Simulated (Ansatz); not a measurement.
**Redistribution: C2BrF5 + C3H8 → C2HF5 + C3H7Br**

Species: C2BrF5 (bromopentafluoroethane) `FC(F)(F)C(F)(F)Br`, singlet; C3H8 (propane) `CCC`, singlet; C2HF5 (pentafluoroethane) `FC(F)C(F)(F)F`, singlet; C3H7Br (1-bromopropane) `CCCBr`, singlet. The partners trade Br for H; both sit on C, so the bond types are kept.

Shapes, held fixed at every level: PBE0-D4/def2-TZVP. Flexible molecules stand in one conformer, not always the lowest. Programs: Ansatz 0.2.0. Electronic energies: no zero-point or thermal term.

```tsv
level	kind	ΔE (kJ/mol)	less CCSD(T)/def2-TZVPP	CPU time (sum over the molecules)
B3LYP-D4/def2-TZVPP	global hybrid	-22.2	+3.9	59 s
PBE0-D4/def2-TZVPP	global hybrid	-21.3	+4.8	39 s
wB97M-V/def2-TZVPP	range-separated hybrid	-19.9	+6.2	2.4 min
wB97X-V/def2-TZVPP	range-separated hybrid	-21.7	+4.4	99 s
B2PLYP/def2-TZVPP	double hybrid	-25.4	+0.7	73 s
CCSD/def2-TZVPP	coupled cluster or CI	-29.1	-3.0	–
CCSD(T)/def2-TZVPP	coupled cluster or CI	-26.1	0.0	30 min
```

The highest level, CCSD(T)/def2-TZVPP, gives ΔE = -26.1 kJ/mol; the levels span -29.1 to -19.9. The column of differences is taken from that level and isn't an error. No measured value is set beside it here. Relativity is left out for Br unless named. Correlated rows may include outer-core shells of Br, which these sets cover unevenly. Times are processor times on shared x86 and Arm servers, and rough.

Every level makes the exchange exothermic, so bromine favours the propyl carbon and hydrogen the fluorinated one. Because the bond types are retained, the energy reflects how the substituents alter the C-Br and C-H bonds. In 1-bromopropane, the alkyl group can donate electron density towards bromine, giving a favourably polarised C-Br bond. In bromopentafluoroethane, the strongly electron-withdrawing fluoroalkyl group opposes that polarisation, while repulsion between bromine and the neighbouring fluorines probably weakens the bond further. Hydrogen, being less electronegative than bromine, tolerates the electron-poor carbon better.

The hybrids without a perturbative correlation term all understate the exothermicity relative to CCSD(T), whereas CCSD overstates it. Connected triples therefore reduce the preference by 3.0 kJ/mol, a modest change that leaves its direction intact. The double hybrid lies closest to CCSD(T), but range separation brings no consistent gain over the global hybrids. The favourable reaction energy does not imply easy exchange, since breaking the C-Br and C-H bonds may carry a substantial barrier.
